Each row is a crystal of stacked WS₂ layers whose in-plane edges a and b have been changed together by the strain in the first column. The layer spacing and the atoms were then free to settle, so no stress remains along c, the direction of stacking. Energy and volume changes count from the unstrained crystal, and stress is positive where the crystal is being squeezed.

Bulk WS₂ (P6₃/mmc, 6 atoms per cell; unstrained a = 3.182 Å, c = 13.067 Å, 19.09 Å³ per atom) under equal strain of a and b, with c and the atoms relaxed within the symmetry. Ansatz 0.2.0, r2SCAN, plane-wave PAW, scalar-relativistic, no spin polarisation; cutoff 500 eV, 12×12×2 k mesh, Gaussian smearing 0.02 eV. Stress is positive in compression; yy equals xx.

| strain (%) | energy change (meV/atom) | volume change (%) | c over a | stress xx (GPa) |
| --- | --- | --- | --- | --- |
| -6 | 142.0 | -9.16 | 4.492 | 21.88 |
| -4 | 60.5 | -6.14 | 4.357 | 13.52 |
| -2 | 14.5 | -3.07 | 4.230 | 6.28 |
| 0 | 0.0 | 0.00 | 4.107 | 0.00 |
| 2 | 13.4 | 3.20 | 3.994 | -5.47 |
| 4 | 51.8 | 6.41 | 3.885 | -10.22 |
| 6 | 112.2 | 9.68 | 3.782 | -14.34 |

### From −6 % to zero: does each step of compression cost the same stress?

No. Letting the crystal out from −6 % to −4 % lowers the stress by 8.36 GPa, and the last step to zero strain lowers it by only 6.28 GPa. The more the layer is already squeezed, the harder it resists the next step.

The reason lies in the shape of a chemical bond's energy. When atoms are pushed together, their filled shells overlap and the repulsion climbs steeply. When they are drawn apart, the attraction fades more gently. A compressed layer therefore sits on the steep side of this curve, and its stiffness falls steadily as it is released.

### From −2 % to +2 %: do energy and stress tell the same story?

At zero strain the stress vanishes and the energy is lowest, as it must be, because stress measures the slope of the energy. The link can be tested row by row. Let e be the strain as a fraction, σ the in-plane stress and V the volume per atom. Changing both in-plane edges by a further de costs the energy −2σV de/(1 + e). The 2 counts the two directions, and c adds no work because it carries no stress.

For the row at −2 %:

- The volume is 19.09 × 0.9693 = 18.50 Å³ an atom.
- The slope is 2 × 6.28 × 18.50 / 0.98 = 237 GPa Å³, or 1.48 eV per unit strain, since 1 eV/Å³ is 160.2 GPa.
- The slope starts from zero, so its average over the step is half of this. Multiplied by 0.02, it gives 14.8 meV an atom.

The energy column has 14.5. Summed over all rows in this way, with no adjustable constant, the stress returns every energy to about 2 %; the printed output below lists the sums. The small excess on the compressed side arises because straight lines were drawn between points of a curved stress. The agreement shows that the two columns are consistent with each other, which is a different matter from agreement with nature.

### From +2 % to +6 %: is stretching cheaper than squeezing?

Yes, at every size of strain in the table. At 2 % the difference is barely visible, 1.1 meV an atom, but at 6 % it has grown to 29.8. To see why it grows so fast, think of the energy as a symmetric bowl, which rises with the square of the strain, plus a tilt that rises with its cube. Averaging a squeezed row with its stretched partner leaves the bowl, and subtracting them leaves twice the tilt.

Tripling the strain should then raise this difference 27-fold. Scaled down from 6 %, it predicts 29.8/27 = 1.1 meV an atom at 2 %, just what the table has. The bowl passes its own test to about 1 %. The cubic term is the steep and gentle sides of the bond curve once more, now seen in the energy.

The stress is more lopsided still. Between −6 % and +6 % the energies differ by a factor of 1.27, the stresses by 1.53. Taking a slope turns a square into 2 times the strain and a cube into 3 times its square, so the cubic part gains weight. In addition, the side faces on which the stress acts are smaller in the squeezed crystal, which raises the force per area.

### Down the volume column: why does a crystal that gets thinner still swell?

Stretching shortens c in every step, yet the volume grows throughout. The arithmetic is simple: 1 % of strain adds about 2 % to the area of the layer, while c gives back only 0.43 % on average over the series. To keep the volume constant, c would have to shrink more than four times as strongly.

Why c shrinks at all can be argued from the structure. Each layer is a sandwich, with a sheet of tungsten between two sheets of sulphur. Stretching the sandwich pulls the tungsten atoms away from the sulphur atoms that sit above and below the hollows between them. The W–S bonds can avoid part of this lengthening if the sulphur sinks towards the tungsten sheet, and the sandwich becomes thinner.

The sulphur does not sink without limit, because that would bend the bond angles at tungsten and sulphur. The crystal settles for a compromise between longer bonds and changed angles. Yet even bonds that kept their length would not conserve the volume. By the geometry of the sandwich, with the gaps between layers unchanged, c would then shrink by about 0.7 % for each per cent of strain, far short of the roughly 2 % needed. The length of c alone does not separate a thinner sandwich from a changed gap between sandwiches.

### How much of the c/a column is the crystal's own response?

Less than a third. The ratio falls from 4.492 to 3.782 down the table, which looks like a strong response. But a is in the denominator, and a was set by hand. Had c not moved at all, the ratio would still have dropped from 4.107 at zero strain to 3.875 at +6 %, where the table has 3.782. For judging how a layered crystal answers a strain, c itself is the better guide.

### Which digits would survive a comparison with a real crystal?

Those of c are the least safe. The layers are held together largely by dispersion, the weak attraction between fluctuating charges, and the r2SCAN functional has no long-range part of it. Without that part the layers are expected to sit too far apart, so c should come out too long. How well its change of 0.68 Å along the series would hold up is not tested here, and the direction of that change deserves more trust than its second digit.

The in-plane stiffness comes mainly from strong bonds within the sandwich and is better founded. Even so, the error in c reaches the stress by a side door. A value in GPa spreads the force over the full height of the cell, including the gaps between layers. If c is too long, the same force is spread over too large a face, and the stress comes out too low.

### Does the crystal change phase anywhere along the way?

The table shows no sign of it: the steps in stress shrink smoothly from top to bottom. The electrons do rearrange their energy levels. On the sampled k points the same calculations give a band gap of 1.37 eV at zero strain and 0.52 eV at +4 %. Between zero and +2 % the lowest empty state also moves to another point in k space, the corner K of the Brillouin zone.

Such a switch leaves the energy smooth because the states concerned are empty. As long as a gap remains, the same bands stay filled, and the bonding changes only gradually. Spin–orbit coupling, which is not included here, drives the two upper valence bands at K further apart. In the rows at −6 % and −4 % the highest filled state lies at K, so there this splitting would narrow the gap directly. From −2 % to +4 % it lies at the centre of the zone, and the splitting at K matters for the gap only if it lifts a state above that one.

One kind of change was ruled out from the start, since every row keeps the symmetry of the unstrained crystal. A thin flake that is squeezed in its plane can escape by buckling, which bends the layer instead of shortening its bonds. The compressed rows therefore describe a crystal that is held flat, and whether it would ripple if allowed to is untested.

### What would change if c were clamped?

Every strained row would cost more energy. The tabulated crystal has already chosen the c that makes its energy lowest at the given a, so any other c lies higher. The zero-strain row would stay where it is, and the energy bowl around it would become steeper. Near zero strain, the same strain would therefore need a larger in-plane stress.

A stress along c would appear as well. A stretched crystal wants to become thinner, so a clamp would have to pull on it; a squeezed one would push back. The extra cost should be modest, because the weak gaps between layers can take up much of the mismatch.

Numerical output:

```
Shape and stress along the series:
  row  c in A  step in c in A  volume change in % if c were fixed  c/a if c were fixed  step in stress in GPa
   -6   13.43             n/a                              -11.64                4.369                    n/a
   -4   13.31         -0.1257                               -7.84                4.278                  -8.36
   -2   13.19         -0.1199                               -3.96                4.191                  -7.24
    0   13.07         -0.1211                                   0                4.107                  -6.28
    2   12.96         -0.1055                                4.04                4.026                  -5.47
    4   12.86         -0.1059                                8.16                3.949                  -4.75
    6   12.76         -0.1003                               12.36                3.875                  -4.12
Energy from summed stress:
  row  energy from stress in meV/atom  less table energy in meV/atom
   -6                             143                          1.011
   -4                           61.11                         0.6121
   -2                            14.8                         0.3039
    0                               0                              0
    2                           13.19                        -0.2098
    4                            51.3                        -0.4976
    6                           111.6                        -0.6121
energy at -6 % over energy at +6 %: 1.266
compression less tension at 2, in meV/atom: 1.1
compression less tension at 4, in meV/atom: 8.7
compression less tension at 6, in meV/atom: 29.8
mean of compression and tension at 2, in meV/atom: 13.95
mean of compression and tension at 4, in meV/atom: 56.15
mean of compression and tension at 6, in meV/atom: 127.1
size of stress at -6 % over that at +6 %: 1.526
share of c/a change due to imposed a at -6 %, in %: 68.09
share of c/a change due to imposed a at +6 %, in %: 71.53
shrinkage of c in % per % of in-plane strain, whole series: 0.4327
total change of c over the series, in A: 0.6784
fall of the mesh gap from 0 to +4 %, in eV: 0.8521
```
